Q: I have the energies of the electron levels in a thin HfN film, and for one level I also know how much of it sits near the surfaces. Can I guess that share for the next level without another calculation?

A: Often, if you pick the right neighbour. The table lists levels from a density-functional calculation with spin-orbit coupling, for a model film whose surfaces are relaxed but not reconstructed, at points of the surface zone, that is, for different wavelengths and directions of the electron wave along the film. Levels b1 and b2 are the first and second below the Fermi level, and a1 is the first above it. The outer orbital weight $W$ is the share of a level found on atomic orbitals of the two outermost planes at each face.

Kohn-Sham levels of a relaxed eight-plane slab of rocksalt HfN(111), computed with Ansatz 0.2.0 using PBEsol with spin-orbit coupling, PAW, a 420 eV plane-wave cutoff, a 12×12×1 k mesh, 0.1 eV Gaussian smearing and a dipole correction. Outer orbital weights are Löwdin weights on the two outer planes of both faces together, averaged over levels within 1.5 meV.

| point label | point a (reciprocal cell vectors) | point b (reciprocal cell vectors) | level b1 from the Fermi level (eV) | outer orbital weight b1 | level b2 from the Fermi level (eV) | outer orbital weight b2 | level a1 from the Fermi level (eV) | outer orbital weight a1 |
| --- | --- | --- | --- | --- | --- | --- | --- | --- |
| M | 0.5000 | 0.0000 | -0.260 | 0.430 | -0.260 | 0.430 | 0.270 | 0.770 |
| between | 0.4167 | 0.0000 | -0.090 | 0.800 | -0.200 | 0.420 | 0.070 | 0.860 |
| between | 0.3333 | 0.0000 | -0.020 | 0.420 | -0.050 | 0.420 | 1.450 | 0.690 |
| between | 0.2500 | 0.0000 | -0.950 | 0.870 | -1.080 | 0.850 | 0.180 | 0.440 |
| between | 0.1667 | 0.0000 | -0.880 | 0.450 | -0.900 | 0.480 | 0.350 | 0.470 |
| between | 0.0833 | 0.0000 | -0.270 | 0.390 | -0.330 | 0.430 | 0.160 | 0.430 |
| G | 0.0000 | 0.0000 | -0.080 | 0.430 | -0.080 | 0.430 | 0.130 | 0.230 |
| between | 0.0556 | 0.0556 | -0.250 | 0.470 | -0.310 | 0.500 | 0.010 | 0.280 |
| between | 0.1111 | 0.1111 | -0.050 | 0.350 | -0.650 | 0.520 | 0.010 | 0.410 |
| between | 0.1667 | 0.1667 | -0.790 | 0.620 | -0.860 | 0.630 | 0.130 | 0.440 |
| between | 0.2222 | 0.2222 | -0.540 | 0.670 | -0.660 | 0.700 | 0.310 | 0.450 |
| between | 0.2778 | 0.2778 | -0.190 | 0.700 | -0.310 | 0.730 | 0.690 | 0.420 |
| K | 0.3333 | 0.3333 | -0.070 | 0.840 | -0.350 | 0.880 | 0.120 | 0.820 |
| between | 0.3611 | 0.2778 | -0.040 | 0.850 | -0.570 | 0.780 | 0.070 | 0.810 |
| between | 0.3889 | 0.2222 | -1.050 | 0.630 | -1.120 | 0.650 | 0.020 | 0.840 |
| between | 0.4167 | 0.1667 | -1.490 | 0.660 | -1.560 | 0.610 | 0.090 | 0.800 |
| between | 0.4444 | 0.1111 | -1.600 | 0.860 | -1.650 | 0.940 | 0.050 | 0.410 |
| between | 0.4722 | 0.0556 | -0.160 | 0.420 | -0.180 | 0.410 | 0.240 | 0.800 |

Q: Is a weight of 0.43 already a sign of a surface state?

A: No. Four of the eight planes count as outer, so a level spread evenly through the film would score 0.5, or somewhat less where part of it escapes the atomic orbitals. Values near 0.85 do show a level concentrated in the outer planes. Since both faces are added together, even those values do not tell you whether it sits on the nitrogen or the hafnium side.

Q: Why should a neighbouring level have the same weight?

A: Start without spin-orbit coupling. The calculation has no magnetic moments, so each orbital state $\phi$ of the film then holds two spin states, $\phi\chi_1$ and $\phi\chi_2$, at the same energy. Weak spin-orbit coupling chooses the spin directions and moves the two energies apart, but to lowest order both keep the charge cloud $|\phi|^2$. They therefore keep the same $W$.

The 3p level of a sodium atom behaves in a similar way: spin-orbit coupling splits it, yet both parts lie at nearly the same distance from the nucleus. The likeness has a limit. The sodium level contains several p orbitals of equal energy, and so it can split although the atom has inversion symmetry. A single orbital state of the film, at a given wavelength and direction, splits only if that symmetry is broken. Bulk HfN has it; the film loses it because one face ends in nitrogen and the other in hafnium.

Q: Does the table show that?

A: It fits the idea. Levels in the outer planes should feel the unlike faces most, so their pairs should be split more widely. To check, leave out M and G, where b1 and b2 coincide by symmetry, and two points where neither neighbour is clearly the nearer. Among the other fourteen, where b1 is spread through the film, its nearest neighbour lies 0.04 eV away on average; where b1 leans to the outer planes, the distance is about 0.09 eV. Part of this difference may come from position: spin partners must meet at M and G, and three of the six spread levels lie at the points next to these. The other three also have close neighbours, though, 0.02 to 0.06 eV away. There is scatter too: at (0.4444, 0.1111) a strongly outer level has a neighbour only 0.05 eV away. That these neighbours really are spin partners is an inference from theory, since the table holds energies and weights but no spin directions.

Q: How do I turn this into an estimate for b1?

A: Compare two gaps, $g_b = E_{b1} - E_{b2}$ and $g_a = E_{a1} - E_{b1}$, and copy the weight of the level across the smaller one. Trust the result only if that gap is less than half the other. The reason for this guard is that a partner should stand apart from the remaining levels; when a different orbital state comes close, you may copy from the wrong one, and the states can also mix.

Take the point (0.2778, 0.2778). Here $g_b = -0.19 - (-0.31) = 0.12$ eV, while $g_a = 0.69 - (-0.19) = 0.88$ eV. The lower neighbour is clearly the closer, so you copy its weight, 0.73. The calculation gives 0.70 for b1.

Q: Must the partner lie on the same side of the Fermi level?

A: No, the Fermi level can fall between the two. At (0.1111, 0.1111) the level above is 0.06 eV away and the one below 0.60 eV. You copy 0.41 from above, and the computed weight is 0.35. Had you stayed below the Fermi level, you would have copied 0.52.

Q: How good is the rule over the whole table?

A: Fourteen points pass the guard, the two worked ones among them, and there the typical error is 0.04 on a scale where 1 means entirely outer. Always guessing the average weight gives 0.18, and copying from the farther level gives 0.25. Copying a weight needs no fitted constant, but the factor of one half in the guard was chosen with these data in view, so expect somewhat larger errors elsewhere. M and G are left out of the count because symmetry makes b1 and b2 equal there; the printed analysis after this text shows every point.

Q: And where does it break?

A: At (0.4167, 0) the gaps are 0.11 eV down and 0.16 eV up, too similar to decide. The nearer level suggests 0.42, but b1 has 0.80. The level above, with 0.86, would have been the right choice, which is what you would see if a spread level had slipped in close to an outer pair.

Q: Would you use the rule for a thicker film?

A: With more care. A thicker film packs more spread levels into the same energy range, so a spread level should more often slip in close to an outer pair, and fewer outer levels should pass the guard. In any film you still need the level energies and one known weight to start from.

Printed output of the fit:

```
Estimate of the outer weight of b1 from its nearer level:
      row  point a  point b  gap to b2 in eV  gap to a1 in eV  estimated weight  computed weight  estimate less computed  farther level less computed
        M      0.5        0                0             0.53              0.43             0.43                       0                         0.34
  between   0.4167        0             0.11             0.16              0.42              0.8                   -0.38                         0.06
  between   0.3333        0             0.03             1.47              0.42             0.42                       0                         0.27
  between     0.25        0             0.13             1.13              0.85             0.87                   -0.02                        -0.43
  between   0.1667        0             0.02             1.23              0.48             0.45                    0.03                         0.02
  between   0.0833        0             0.06             0.43              0.43             0.39                    0.04                         0.04
        G        0        0                0             0.21              0.43             0.43                       0                         -0.2
  between   0.0556   0.0556             0.06             0.26               0.5             0.47                    0.03                        -0.19
  between   0.1111   0.1111              0.6             0.06              0.41             0.35                    0.06                         0.17
  between   0.1667   0.1667             0.07             0.92              0.63             0.62                    0.01                        -0.18
  between   0.2222   0.2222             0.12             0.85               0.7             0.67                    0.03                        -0.22
  between   0.2778   0.2778             0.12             0.88              0.73              0.7                    0.03                        -0.28
        K   0.3333   0.3333             0.28             0.19              0.82             0.84                   -0.02                         0.04
  between   0.3611   0.2778             0.53             0.11              0.81             0.85                   -0.04                        -0.07
  between   0.3889   0.2222             0.07             1.07              0.65             0.63                    0.02                         0.21
  between   0.4167   0.1667             0.07             1.58              0.61             0.66                   -0.05                         0.14
  between   0.4444   0.1111             0.05             1.65              0.94             0.86                    0.08                        -0.45
  between   0.4722   0.0556             0.02              0.4              0.41             0.42                   -0.01                         0.38
Outer weight of an evenly spread state with four of eight planes counted: 0.5
Points tested without M and G: 16
Tested points with a miss of at most 0.08: 15
Points where the nearer gap is under half the other: 14
Rms miss of the rule at those points: 0.03808
Largest miss of the rule at those points: 0.08
Rms miss of the rule at all tested points: 0.1016
Rms miss at the guarded points if the farther level is copied: 0.2535
Mean computed weight of b1 at the guarded points: 0.5971
Rms miss at the guarded points if that mean is always guessed: 0.176
Mean nearer gap in eV for guarded points with b1 weight below 0.55: 0.04167
Mean nearer gap in eV for guarded points with b1 weight above 0.55: 0.0925
Ratio of these two mean gaps: 2.22
Correlation of nearer gap and b1 weight at the guarded points: 0.679
```
